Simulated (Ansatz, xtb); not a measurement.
# How methods differ on GeH2Cl2O (SMILES [OH][GeH]([Cl])[Cl])

The species is GeH2Cl2O (6 atoms), meant as a singlet with charge 0. SMILES: `[OH][GeH]([Cl])[Cl]`. Geometry: relaxed at PBE0-D4/def2-TZVP. This is one conformer, not always the lowest.

| atom | x (Å) | y (Å) | z (Å) |
| --- | --- | --- | --- |
| O | -0.1610 | 1.2910 | -0.6142 |
| Ge | -0.0654 | -0.1488 | 0.3789 |
| Cl | 1.9485 | -0.8626 | 0.4217 |
| Cl | -1.2524 | -1.7006 | -0.4874 |
| H | 0.1264 | 1.1520 | -1.5210 |
| H | -0.5540 | 0.2049 | 1.7757 |

Each level gives the HOMO–LUMO gap (eV). The values are calculated.

| level | kind | program | value (eV) | CPU time |
| --- | --- | --- | --- | --- |
| GFN0-xTB | semi-empirical | xtb | 6.21 | under 2 s |
| HF/cc-pVDZ | Hartree–Fock | Ansatz | 15.89 | 2.1 s |
| SVWN5/cc-pVDZ | LDA | Ansatz | 5.73 | 2.4 s |
| BLYP/cc-pVDZ | GGA | Ansatz | 5.73 | 3.4 s |
| r2SCAN/cc-pVDZ | meta-GGA | Ansatz | 6.53 | 6.4 s |
| PBE0/cc-pVDZ | global hybrid | Ansatz | 8.42 | 3.9 s |
| wB97M-V/cc-pVDZ | range-separated hybrid | Ansatz | 12.81 | 27 s |
| wB97X/cc-pVDZ | range-separated hybrid | Ansatz | 13.07 | 12 s |
| B2PLYP/cc-pVDZ | double hybrid | Ansatz | 11.13 | 6.3 s |

All-electron rows without a relativistic Hamiltonian named are non-relativistic. The values span 5.73 to 15.89 eV. Orbital gaps aren't excitation energies, and those of double hybrids come from the SCF part alone; they tend to grow with the share of exact exchange. Times are those of the runs behind each value, whatever else they computed, on shared processors of several kinds: orders of magnitude only.

The gap of this molecule depends mainly on how each method treats exchange. SVWN5 and BLYP agree at 5.73 eV, so the gradient correction shifts both frontier levels almost equally. r2SCAN opens the gap to 6.53 eV without any exact exchange, through its orbital-dependent kinetic-energy density.

In Hartree–Fock, an occupied orbital is freed from its own repulsion, while an empty one feels the field of all the electrons. The HOMO, probably a chlorine lone pair, therefore sinks and the LUMO, probably Ge–Cl antibonding, rises, with no correlation or relaxation to offset the 15.89 eV separation. Both range-separated hybrids lie above B2PLYP although they carry less exact exchange at short range, which shows that its reach matters as well as its overall share. Their gaps are closer in meaning to ionisation energy minus electron affinity than the semilocal ones are.

Because a compact basis without diffuse functions artificially confines a weakly bound or unbound LUMO, the largest gaps don't establish a converged electron-attachment level.
